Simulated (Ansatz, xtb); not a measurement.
**Two isomers of C7H6BP**

Structure X is `BC1=PC=C(C#C)C=C1`, a singlet and structure Y is `BC1=PC(C#C)=CC=C1`, a singlet. Both are isolated molecules in the gas phase, relaxed with B3LYP/def2-SVP; the shapes shown needn't be the lowest conformers.

X (Å):

```xyz
15

C    -2.5869   -0.8278   -0.8490
C    -2.3538   -0.4498    0.4916
C    -1.5550    0.6152    0.8949
C    -0.8730    1.4556   -0.0170
C    -0.0734    2.5283    0.5005
C     0.6046    3.4377    0.9336
C    -0.9566    1.2696   -1.4102
B    -3.4950   -2.0313   -1.1798
P    -1.8742    0.0277   -2.2115
H    -4.0135   -2.6592   -0.2859
H    -3.6958   -2.3561   -2.3246
H    -2.8396   -1.0408    1.2763
H    -1.4418    0.8215    1.9613
H     1.2046    4.2424    1.3160
H    -0.3957    1.9672   -2.0405
```

Y (Å):

```yaml
atoms:
  - { symbol: C, position_ang: [-3.0664, 0.0615, 0.1505] }
  - { symbol: C, position_ang: [-2.1735, -0.8180, 0.7977] }
  - { symbol: C, position_ang: [-0.7842, -0.7341, 0.7045] }
  - { symbol: C, position_ang: [-0.1293, 0.2443, -0.0505] }
  - { symbol: C, position_ang: [-0.7845, 1.2442, -0.7938] }
  - { symbol: C, position_ang: [-0.0094, 2.1927, -1.5286] }
  - { symbol: C, position_ang: [0.6345, 3.0077, -2.1596] }
  - { symbol: B, position_ang: [-4.5932, -0.1087, 0.3116] }
  - { symbol: P, position_ang: [-2.5461, 1.3928, -0.8691] }
  - { symbol: H, position_ang: [-5.3595, 0.6419, -0.2408] }
  - { symbol: H, position_ang: [-5.0304, -1.0027, 0.9981] }
  - { symbol: H, position_ang: [-2.6007, -1.6181, 1.4127] }
  - { symbol: H, position_ang: [-0.1736, -1.4631, 1.2437] }
  - { symbol: H, position_ang: [0.9652, 0.2362, -0.0677] }
  - { symbol: H, position_ang: [1.2018, 3.7286, -2.7177] }
```

Question: Estimate E(Y) − E(X) at the level CCSD(T)/def2-SVP + ΔMP2/def2-TZVPP.

Answer: CCSD(T)/def2-SVP + ΔMP2/def2-TZVPP gives E(Y) − E(X) = −0.008 eV, slightly favouring structure Y, which is too small a margin to settle the true order.

Level by level:

| level | geometry | E(Y) − E(X) (eV) | departure from the last row (eV) | job, with rough time for the two |
| --- | --- | --- | --- | --- |
| GFN2-xTB | GFN2-xTB | +0.013 | +0.020 | optimisation, 0.2 s |
| HF/STO-3G | GFN2-xTB | −0.075 | −0.067 | single point, 0.86 s |
| r2SCAN-D4/def2-SVP | GFN2-xTB | −0.026 | −0.018 | single point, 11 s |
| B3LYP/def2-SVP | B3LYP/def2-SVP | −0.027 | −0.020 | optimisation, 90 s |
| HF/def2-SVP | B3LYP/def2-SVP | −0.021 | −0.014 | part of the CCSD(T) run |
| MP2/def2-SVP | B3LYP/def2-SVP | −0.008 | −0.001 | part of the CCSD(T) run |
| CCSD(T)/def2-SVP | B3LYP/def2-SVP | −0.018 | −0.010 | single point |
| CCSD(T)/def2-SVP + ΔMP2/def2-TZVPP | B3LYP/def2-SVP | −0.008 |  | single point, 4.7 min |

As drawn, both hold the same kinds of bond in the same numbers.

The largest departure from CCSD(T)/def2-SVP + ΔMP2/def2-TZVPP is that of HF/STO-3G, 0.067 eV. The last row adds to CCSD(T) the change of the MP2 difference between the two basis sets, here +0.010 eV.

With thermal terms from frequencies at re-optimised GFN2-xTB minima (ideal gas, soft modes damped towards free rotors, one conformer each, 298.15 K, 1 atm): the zero-point term adds 0.000 eV; ΔH is −0.006 and ΔG −0.008 eV.

The correlated steps freeze 13 core orbitals. Codes used: Ansatz 0.2.0, xtb 6.7.1; the last row on 2 threads of Arm Neoverse V2 on a shared host.

Both molecules are phosphinines with the boryl group beside phosphorus; only the ethynyl group moves, from the ring carbon para to the boryl-bearing carbon in X to the other carbon next to phosphorus in Y. The near-degeneracy is reasonable: the aromatic ring survives, the substituents stay well apart, and the BH2 group lies in the ring plane in both, so boron's empty p orbital can accept π density.

The small remainder probably reflects opposing electronic effects. The para arrangement in X allows direct conjugation between the ethynyl π system and boron, whereas in Y the ethynyl group sits on a carbon enriched in electron density by the more electropositive phosphorus, which suits its mildly electron-withdrawing character. The energies alone don't separate these contributions.

GFN2-xTB alone puts X lower, while HF/STO-3G exaggerates the preference for Y, probably because its minimal basis describes polarisation around phosphorus and boron poorly. Near-equal energies don't imply easy interconversion, since moving the ethynyl group would require breaking and remaking strong bonds.
